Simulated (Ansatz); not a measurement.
A series in volume per atom on LaAs

Results calculated with Ansatz 0.2.0, not measured. Periodic Kohn-Sham DFT of a crystal at fixed atoms; pressure and stress are positive in compression; the energy is the free energy less that of spherical unpolarised free atoms; site moments are those in the method's own spheres, positive along +z.

Cell of the first row (space group Fm-3m, No. 225):
```
cell vectors (Å)
   0.0000     3.0000     3.0000
   3.0000     0.0000     3.0000
   3.0000     3.0000     0.0000
atoms (fractions of the cell vectors)
La  0.00000  0.00000  0.00000
As  0.50000  0.50000  0.50000
```

Settings of every row: method frozen-core PAW; functional PBEsol; relativity scalar; k mesh 12x12x12; filling fermi-dirac; smearing width 0.05 eV; wave cutoff 420 eV; paw set soft_2.

Atom start moment: 0 on all atoms.

Limits: PAW files made with PBE; no spin-orbit coupling on heavy atoms.

```
row  volume per atom (Å³)  pressure (GPa)
  1                    27           4.326
  2                27.574           2.548
  3                28.148            0.94
  4                28.436               ?
  5                28.723          -0.512
  6                 29.01          -1.184
  7                29.297          -1.823
  8                29.872          -3.005
  9                30.446          -4.071
```

Question: what pressure should row 4 give?

Worked fit of pressure. Take u = (V_r/V)^(2/3) − 1 with V_r = 28.867 Å³ an atom, which is twice the finite (Eulerian) strain; such expansions in the strain, on which the Birch-Murnaghan equation of state is built, carry the rest volume and the bulk modulus. The shown rows have u = 0.04558, 0.03102, 0.01696, 0.00334, -0.00329, -0.00981, -0.02256, -0.03488. Least squares give pressure = −0.8538 + 101.292 × u + 264.71 × u² + 140 × u³ GPa; a parabola predicts inner rows, each left out in turn, worse (root mean square 0.0025 against 0.0012 GPa). The rows lie off it by 0.000, 0.001, -0.001, 0.001, 0.000, -0.001, 0.001, 0.000. The pressure vanishes at u = 0.0083, or V = 28.51 Å³ an atom, and there the bulk modulus at fixed shape and fractions is B = −V dP/dV = (2/3)(1 + u) dP/du = 71 GPa. The withheld row has u = 0.01008, so the fit gives −0.8538 + 101.292 × (0.01008) + 264.71 × (0.01008)² + 140 × (0.01008)³ = 0.194 GPa.

The calculation gave 0.196 GPa. The fit lies 0.002 GPa (1 % of the value, 0.024 % of the column's range) below it; its largest miss of a shown row is 0.001 GPa.
